# Vibrational density of states from a windowed trajectory

## Statement

Take $N$ classical particles of masses $m_i$ and velocities $\mathbf v_i$ in equilibrium at temperature $T$. With $\nu$ the ordinary frequency (THz for times in ps), define

$$C(t)=\sum_{i=1}^N m_i\langle \mathbf v_i(0)\cdot\mathbf v_i(t)\rangle,\qquad S(\nu)=\frac{4}{k_BT}\int_0^\infty C(t)\cos(2\pi\nu t)\,dt. \tag{1}$$

**A.** $S\ge 0$ and $\int_0^\infty S\,d\nu=3N$, or $3N-3$ when the total momentum is held at zero.

**B.** $S(0)=12NmD/k_BT$ for one species with self-diffusion coefficient $D$.

**C.** In a harmonic crystal $S$ is the phonon density of states, $\sum_k\delta(\nu-\nu_k)$ for $\nu>0$.

**D.** If $C(t)$ is multiplied by an even lag window $w(t)$ with $w(0)=1$ and $w=0$ for $|t|>\tau$, where $\tau$ is the longest lag kept ($t_{\max}$), the result $S_w$ is the convolution of the even extension of $S$ with the transform $W$ of $w$. The sum rule survives, positivity in general does not.

**E.** The full width at half maximum of $W$ is $0.603/\tau$ for the rectangular window and $1/\tau$ for the Hann window. The first sidelobes are negative, $-0.217$ and $-0.0267$ of the peak. The customary figures $-13.3$ dB and $-31.5$ dB are $20\log_{10}$ of these ratios. A lag window acts on $S$ through $W$ and not through $W^2$, so the ratios themselves measure the leakage.

**F.** One trajectory of a harmonic crystal from a canonical initial state gives $S_w$ with relative variance close to $\int w^2dt/S(\nu)$.

## Premises

1. The dynamics is Newtonian, with a potential that depends on positions only.
2. The average is over a stationary canonical ensemble. In a constant-energy run $T$ denotes the kinetic temperature.
3. $C$ is continuous at $t=0$, and is integrable or, for undamped modes, is transformed as a distribution.
4. The estimate of $C(t)$ from a run of length $t_{\rm run}$ averages over time origins and divides by $t_{\rm run}-t$, so that its expectation is $C(t)$.

## Proof of A

Stationarity gives $\langle\mathbf v_i(0)\cdot\mathbf v_i(t)\rangle=\langle\mathbf v_i(-t)\cdot\mathbf v_i(0)\rangle$, so $C$ is even and (1) is a full Fourier pair,

$$S(\nu)=\frac{2}{k_BT}\int_{-\infty}^{\infty}C(t)e^{-2\pi i\nu t}dt,\qquad C(t)=\frac{k_BT}{2}\int_{-\infty}^\infty S(\nu)e^{2\pi i\nu t}d\nu, \tag{2}$$

with $S$ even. The inverse relation at $t=0$ reads $C(0)=k_BT\int_0^\infty S\,d\nu$. By premise 1 the canonical velocity distribution is Gaussian with $m_i\langle v_{i\alpha}^2\rangle=k_BT$ for each Cartesian component, so $C(0)=3Nk_BT$. At zero total momentum the $3N$ mass-weighted components $\sqrt{m_i}\,v_{i\alpha}$ are confined to a subspace of dimension $3N-3$, in which the Gaussian stays isotropic, and $C(0)=(3N-3)k_BT$.

For positivity, let $\hat{\mathbf v}_i(\nu)=\int_0^{t_s}\mathbf v_i(s)e^{-2\pi i\nu s}ds$. In the double integral for $|\hat{\mathbf v}_i|^2$ the average depends only on $t=s-s'$, and the pairs with a given $t$ have measure $t_s-|t|$. Hence

$$\frac{2}{k_BT\,t_s}\sum_i m_i\langle|\hat{\mathbf v}_i(\nu)|^2\rangle=\frac{2}{k_BT}\int_{-t_s}^{t_s}\Big(1-\frac{|t|}{t_s}\Big)C(t)e^{-2\pi i\nu t}dt. \tag{3}$$

The left side is non-negative and the right side tends to $S(\nu)$ as $t_s\to\infty$, which is the Wiener–Khinchin theorem.

## Proof of B

Let $Z(t)=\langle\mathbf v(0)\cdot\mathbf v(t)\rangle$ for one particle. The displacement is $\int_0^t\mathbf v\,ds$, and the counting of pairs used for (3) gives

$$\langle\Delta r^2(t)\rangle=2\int_0^t(t-s)Z(s)\,ds,\qquad \frac{d}{dt}\langle\Delta r^2\rangle=2\int_0^tZ(s)\,ds. \tag{4}$$

The definition $\langle\Delta r^2\rangle\to 6Dt$ in three dimensions yields the Green–Kubo form $\int_0^\infty Z\,dt=3D$. With $C=NmZ$, (1) at $\nu=0$ gives $S(0)=(4/k_BT)\,Nm\cdot3D$. For a mixture $NmD$ becomes $\sum_aN_am_aD_a$. In a crystal without mobile defects $\langle\Delta r^2\rangle$ is bounded, and $S(0)=0$.

## Proof of C

Normal coordinates $q_k$ follow from the mass-weighted displacements $\sqrt{m_i}\,u_{i\alpha}$ by an orthogonal transformation, which preserves scalar products. Therefore, at any two times on any trajectory,

$$\sum_i m_i\mathbf v_i(s)\cdot\mathbf v_i(s+t)=\sum_k\dot q_k(s)\dot q_k(s+t),$$

with no cross terms. Each mode moves as $q_k=A_k\cos(2\pi\nu_ks+\phi_k)$ with energy $E_k=\tfrac12(2\pi\nu_kA_k)^2$. Averaging the product of the two sines over the phase gives $\overline{\dot q_k(s)\dot q_k(s+t)}=E_k\cos(2\pi\nu_kt)$, and $\langle E_k\rangle=k_BT$. Insertion in (2) gives $S=\sum_k[\delta(\nu-\nu_k)+\delta(\nu+\nu_k)]$, unit weight for each mode on the positive axis. The mass factor in $C$ is what makes the weights equal.

## Proof of D

Define

$$S_w(\nu)=\frac{4}{k_BT}\int_0^\tau w(t)C(t)\cos(2\pi\nu t)\,dt,\qquad W(\nu)=\int_{-\tau}^{\tau}w(t)e^{-2\pi i\nu t}dt .$$

Write $S_w$ as a two-sided integral, insert $C(t)$ from (2) and exchange the integrations, which the finite range of $t$ and the finite weight of $S$ allow:

$$S_w(\nu)=\int_{-\infty}^\infty S(\nu')W(\nu-\nu')\,d\nu'=\int_0^\infty S(\nu')\big[W(\nu-\nu')+W(\nu+\nu')\big]d\nu'. \tag{5}$$

The second term folds weight back at $\nu=0$. Inversion at $t=0$ applied to the product $wC$ gives $\int_0^\infty S_w\,d\nu=w(0)C(0)/k_BT=3N$, and applied to $w$ alone gives $\int W\,d\nu=1$.

The second moment follows likewise. If $w$ and $w'$ are continuous everywhere, $-4\pi^2\nu^2S_w$ is $2/k_BT$ times the transform of $(wC)''$. At $t=0$ the first derivatives vanish, so $(wC)''(0)=C''(0)+w''(0)C(0)$, and with $\langle\nu^2\rangle=\int_0^\infty\nu^2S\,d\nu/3N$,

$$\langle\nu^2\rangle_w=\langle\nu^2\rangle+\mu_2,\qquad \mu_2=\int\nu^2W\,d\nu=-\frac{w''(0)}{4\pi^2}. \tag{6}$$

Where $S$ is smooth over the width of $W$, a Taylor expansion in (5) gives the bias $S_w-S\approx\tfrac12\mu_2S''$. For the rectangular window (6) fails: integration by parts leaves the tail $S_w\approx 2C(\tau)\sin(2\pi\nu\tau)/(\pi\nu k_BT)$, whose second moment diverges unless $C(\tau)=0$.

## Proof of E

Let $x=2\nu\tau$ and $\operatorname{sinc}x=\sin(\pi x)/(\pi x)$. For $w=1$, direct integration gives $W_R=\sin(2\pi\nu\tau)/(\pi\nu)=2\tau\operatorname{sinc}x$. The Hann window is $w=\cos^2(\pi t/2\tau)=\tfrac12+\tfrac12\cos(\pi t/\tau)$. The cosine shifts the transform by $\pm1/2\tau$, that is $x\to x\mp1$, and $\sin\pi(x\pm1)=-\sin\pi x$, so

$$W_H=\tau\Big[\operatorname{sinc}x+\tfrac12\operatorname{sinc}(x-1)+\tfrac12\operatorname{sinc}(x+1)\Big]=\frac{\tau\sin\pi x}{\pi x(1-x^2)}. \tag{7}$$

*Widths.* $\operatorname{sinc}x=\tfrac12$ at $x=0.603$, and the full width in $\nu$ is $2x/2\tau$. In (7) at $x=1$ only the middle term survives, $W_H=\tau/2$, so the full width is exactly $1/\tau$. The first zero of $W_H$ is at $x=2$. Two equal lines $1/\tau$ apart thus give the same height at their midpoint as at either line, which marks the limit of resolution.

*Sidelobes.* Stationary points satisfy $\tan\pi x=\pi x$ for $W_R$ and $\pi\cot\pi x=(3x^2-1)/(x^3-x)$ for $W_H$, with first sidelobes at $x=1.430$ and $x=2.362$.

*Step response.* A step of height $H$ in $S$ becomes $H$ times the running integral of $W$, whose largest excursion lies at the first zero of $W$. With $\operatorname{Si}z=\int_0^z(\sin u/u)\,du$, the overshoot is $\operatorname{Si}(\pi)/\pi-\tfrac12$ for $W_R$, the Gibbs value, and $[\operatorname{Si}(2\pi)+\tfrac12\operatorname{Si}(\pi)+\tfrac12\operatorname{Si}(3\pi)]/2\pi-\tfrac12$ for $W_H$. An equal undershoot lies on the low side of the step. Neither shrinks as $\tau$ grows.

| property | rectangular | Hann |
|---|---|---|
| $W(0)$ | $2\tau$ | $\tau$ |
| full width at half maximum | $0.603/\tau$ | $1/\tau$ |
| first zero | $1/2\tau$ | $1/\tau$ |
| first sidelobe, position | $0.715/\tau$ | $1.181/\tau$ |
| first sidelobe, $W/W(0)$ | $-0.217$ | $-0.0267$ |
| $20\log_{10}$ of its size (dB) | $-13.3$ | $-31.5$ |
| $10\log_{10}$ of its size (dB) | $-6.6$ | $-15.7$ |
| step overshoot (%) | $8.95$ | $0.64$ |
| envelope of the tail | $\nu^{-1}$ | $\nu^{-3}$ |
| $\mu_2$ | divergent | $1/8\tau^2$ |
| $\int w^2dt$ | $2\tau$ | $3\tau/4$ |

*Lag window and data taper.* If the velocities themselves are multiplied by a taper $h(s)$ before the transform in (3), the same argument gives the effective lag window $w(t)=\int h(s)h(s+t)\,ds/\int h^2ds$. It has $w(0)=1$ and the kernel $|\hat h(\nu)|^2/\int h^2ds\ge0$, with $\hat h$ the transform of $h$. Equation (3) is the case of a flat taper, with a triangular lag window and kernel $t_s\operatorname{sinc}^2(\nu t_s)$. For tapers the kernel is the square of the functions above, the first sidelobes are $+4.7\,\%$ and $+0.071\,\%$ of the peak, and the $20\log_{10}$ row is the leakage of spectral weight. For lag windows, $S$ being a power spectrum, the $10\log_{10}$ row plays that part.

## Proof of F

In a harmonic crystal every $E_k$ is conserved. For $t_{\rm run}\gg1/\nu_k$ the average over time origins performs the phase average, so one run gives $\sum_kE_k\cos(2\pi\nu_kt)$ in place of $C(t)$, and

$$\hat S_w(\nu)=\sum_k\frac{E_k}{k_BT}\big[W(\nu-\nu_k)+W(\nu+\nu_k)\big].$$

The phase-space area of an oscillator grows linearly with its energy, so the canonical $E_k$ are independent and exponentially distributed, with variance $(k_BT)^2$. For $\nu\gg1/\tau$ the folded term is negligible and $\operatorname{Var}\hat S_w=\sum_kW(\nu-\nu_k)^2$. When many modes lie under the kernel and $S$ is smooth there, the sum is $S(\nu)\int W^2d\nu$, and Parseval's identity gives

$$\frac{\operatorname{Var}\hat S_w}{S^2}\approx\frac{1}{S(\nu)}\int_{-\tau}^{\tau}w^2dt. \tag{8}$$

A longer run does not reduce (8) in the strictly harmonic case, while $M$ independent initial states divide it by $M$. Anharmonic coupling redraws the $E_k$ on the scale of the energy relaxation time and lowers the variance in the same way.

## Discrete sampling and time step

With velocities stored every $\Delta$, the transform becomes $(2\Delta/k_BT)\sum_nw_nC_n\cos(2\pi\nu n\Delta)$ over lags of both signs. Integrated from $0$ to $1/2\Delta$, each term with $n\ne0$ vanishes and the term $n=0$ gives $C_0/k_BT$, so the sum rule is exact on that interval. Since $\cos(2\pi\nu n\Delta)$ is even and periodic in $\nu$ with period $1/\Delta$, weight above $1/2\Delta$ is folded into the interval and the sum rule cannot reveal it.

Velocity Verlet with step $\delta t$ obeys $q_{n+1}-2q_n+q_{n-1}=-(2\pi\nu\,\delta t)^2q_n$ for a harmonic mode. The trial solution $\cos(2\pi\tilde\nu n\,\delta t)$ gives $\sin(\pi\tilde\nu\,\delta t)=\pi\nu\,\delta t$, a blue shift of relative size $(2\pi\nu\,\delta t)^2/24$ to leading order.

## Range of validity

Results A, B and D hold for any classical equilibrium system under the premises, and rigid constraints lower $3N$ by their number. Result C needs small amplitudes. At finite temperature $S$ is a spectrum of shifted and broadened modes, with anharmonic effects weighted by classical statistics, and in a liquid it also holds diffusive motion. A linewidth can be read off only if it exceeds the width of $W$.

A thermostat that acts during sampling alters $C(t)$. Langevin friction $\gamma$ turns the velocity spectrum of a mode of angular frequency $\omega_0$ into a line proportional to $\omega^2/[(\omega^2-\omega_0^2)^2+\gamma^2\omega^2]$. Its half-maximum points obey $|\omega^2-\omega_0^2|=\gamma\omega$ and lie $\gamma$ apart, a width $\gamma/2\pi$ in $\nu$.

Result B does not carry over to $S_w$. For the rectangular window (4) gives $S_w(0)=(2Nm/k_BT)\,d\langle\Delta r^2\rangle/dt$ at $t=\tau$, which equals $S(0)$ only in the diffusive regime. A periodic cell of side $L$ has no mode below about $c/L$, with $c$ a transverse sound speed, so a continuum form of $S$ describes $S_w$ only where many modes lie within $1/\tau$.

## Illustration: Debye model of fcc aluminium

Take the Debye spectrum $S=9N\nu^2/\nu_D^3$ for $\nu<\nu_D$ and zero above, with the compiled Debye temperature of 428 K (Wikipedia). Then $\nu_D=k_B\Theta_D/h=8.918$ THz and the step at the cutoff is $H=9N/\nu_D=1.009$ THz$^{-1}$ per atom. The run parameters are chosen for illustration: $T=300$ K, $\tau=5$ ps, $\delta t=2$ fs, $\Delta=10$ fs. The mass is $m\approx26.98$ u. From (2), with $\theta=2\pi\nu_Dt$,

$$\frac{C(t)}{3Nk_BT}=3\int_0^1y^2\cos(\theta y)\,dy=\frac{3\,[(\theta^2-2)\sin\theta+2\theta\cos\theta]}{\theta^3}.$$

At $t=\tau$, $\theta=280$ and the envelope $3/\theta$ is $0.011$, so truncation cuts a tail that has not died out.

*Resolution.* The widths are $0.121$ THz (rectangular) and $0.200$ THz (Hann). The Verlet shift at $\nu_D$ is $0.0047$ THz and the sampling limit $1/2\Delta$ is $50$ THz, both harmless. A friction of $1$ ps$^{-1}$ would add lines of width $0.16$ THz, which rivals the window.

*Cutoff.* Equation (5) gives $S_w/N=-0.09$ THz$^{-1}$ at $\nu_D+1/2\tau$ (rectangular) and $-0.006$ THz$^{-1}$ at $\nu_D+1/\tau$ (Hann), as the step overshoots times $H$ predict.

*Second moment.* $\langle\nu^2\rangle=3\nu_D^2/5=47.72$ THz$^2$, to which the Hann window adds $1/8\tau^2=0.005$ THz$^2$.

*Zero frequency.* Put $X=2\nu_D\tau=89.18$ and $\theta_\tau=\pi X$. Equation (5) at $\nu=0$, with $x\sin\pi x/(1-x^2)=\tfrac12[\sin\pi(x-1)/(x-1)+\sin\pi(x+1)/(x+1)]$ for the Hann case, gives

$$\frac{S_H(0)}{N}=\frac{9}{8\nu_D^3\tau^2}\,\frac{\operatorname{Si}(\pi X-\pi)+\operatorname{Si}(\pi X+\pi)}{\pi},\qquad \frac{S_R(0)}{N}=\frac{18}{\pi\nu_D^3}\Big[\frac{\sin\theta_\tau}{(2\pi\tau)^2}-\frac{\nu_D\cos\theta_\tau}{2\pi\tau}\Big].$$

The last factor of $S_H(0)$ departs from unity by about $2/\pi^2X=0.0023$ at most, so $S_H(0)/N=6.3\times10^{-5}$ ps, the bias $\tfrac12\mu_2S''$. The value $S_R(0)/N$ changes sign with $\tau$ inside the envelope $9/(\pi^2\nu_D^2\tau)=2.3\times10^{-3}$ ps. Read through result B these mimic $D=4.9\times10^{-9}$ cm$^2$/s and up to $\pm1.8\times10^{-7}$ cm$^2$/s in a model whose true $D$ is zero.

*Finite cell.* Take $10\times10\times10$ cubic cells, $N=4000$, with a typical lattice constant $a\approx4.05$ Å, so that $L=40.5$ Å and $\rho=4m/a^3=2.70$ g/cm$^3$. The compiled room-temperature constants (Blaschke) are $C_{11}=106.75$, $C_{12}=60.41$ and $C_{44}=28.34$ GPa. Along [100] the transverse speed $\sqrt{C_{44}/\rho}=3.24$ km/s puts the lowest mode at $c/L=0.80$ THz. The slow [110] branch, with modulus $(C_{11}-C_{12})/2=23.17$ GPa and speed $2.93$ km/s, starts at $\sqrt2c/L=1.02$ THz. The lowest shell has six wave vectors and two polarisations, lies at $x=8.0$, and by (7) can contribute up to $24\tau/[\pi x(x^2-1)N]=1.9\times10^{-5}$ ps of either sign to $S_H(0)/N$. This rivals the continuum value, which therefore applies only when $c/L\ll1/\tau$.

*Scatter.* At 5 THz the model has $S=1269$ THz$^{-1}$ for this cell. With $\int w^2dt=3.75$ ps and $10$ ps, (8) gives relative standard deviations of $5.4\,\%$ (Hann) and $8.9\,\%$ (rectangular) for one harmonic trajectory.

All these numbers are the model's. As typical knowledge, the phonon spectrum of aluminium has a transverse maximum near 5 to 6 THz and a longitudinal peak near 9 THz, and falls continuously to zero a little below 10 THz. The Debye form is too low near 5 THz by a factor of roughly 1.5 to 2, so the scatter there is overstated by the square root of that factor. Its step also overstates the ringing at the cutoff and the envelope of $S_R(0)$, because a square-root band edge makes $C(t)$ decay as $t^{-3/2}$ in place of $t^{-1}$.